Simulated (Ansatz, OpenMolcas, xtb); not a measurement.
# Loss of NH3: GaH3(NH3) → GaH3 + NH3

Species: GaH3(NH3), singlet; GaH3 `[GaH3]`, singlet; NH3 (ammonia) `N`, singlet. 

Shapes, held fixed at every level: PBE0-D4/def2-TZVP. Programs: Ansatz 0.2.0, OpenMolcas 26.06, xtb 6.7.1. A level may come from different programs for different species; with the same settings they agree closely. The zero-point and thermal change to 298 K, harmonic and unscaled (PBE0-D4/def2-TZVP), is -10.2 kJ/mol.

```
                             level                    kind  ΔH(298 K) (kJ/mol)  less CCSD(T)/def2-TZVPP
                          GFN0-xTB          semi-empirical               +47.5                    -46.0
                     HF/def2-TZVPP            Hartree–Fock               +71.2                    -22.3
              r2SCAN-D4/def2-TZVPP                meta-GGA               +97.3                     +3.8
B3LYP/6-31G* (spherical functions)           global hybrid               +97.7                     +4.2
                wB97M-V/def2-TZVPP  range-separated hybrid               +89.6                     -3.9
                 B2PLYP/def2-TZVPP           double hybrid               +84.3                     -9.2
                    MP2/def2-TZVPP     perturbation theory               +94.4                     +0.9
                     CCSD/def2-SVP   coupled cluster or CI              +104.0                    +10.5
                CCSD(T)/def2-TZVPP   coupled cluster or CI               +93.5                      0.0
```

The highest level, CCSD(T)/def2-TZVPP, gives ΔH(298 K) = +93.5 kJ/mol; the levels span +47.5 to +104.0. The column of differences is taken from that level and isn't an error. No measured value is set beside it here. Relativity is left out for Ga unless named. Correlated rows may include outer-core shells of Ga, which these sets cover unevenly.

Loss of ammonia is endothermic at every level, as expected for breaking a dative bond in which the nitrogen lone pair donates into the vacant, largely 4p orbital of gallium. Part of the cost is recovered as the pyramidal GaH3 fragment relaxes to its planar form. Hartree–Fock already gives most of the binding, consistent with a strongly polar bond held by electrostatics and charge transfer. In the same basis, MP2 raises the enthalpy from +71.2 to +94.4 kJ/mol, close to CCSD(T), so dynamic correlation, including dispersion, contributes substantially.

The higher CCSD value shouldn't be read as the effect of omitting triples, which normally strengthen such a bond; basis-set superposition error in the smaller basis is the more likely cause. The low GFN0-xTB result probably reflects its approximate treatment of donor–acceptor charge transfer.

The enthalpy supports appreciable gas-phase binding against separation into monomers, but doesn't establish the adduct's thermal persistence, since hydrogen elimination and the association of released GaH3 offer other routes.
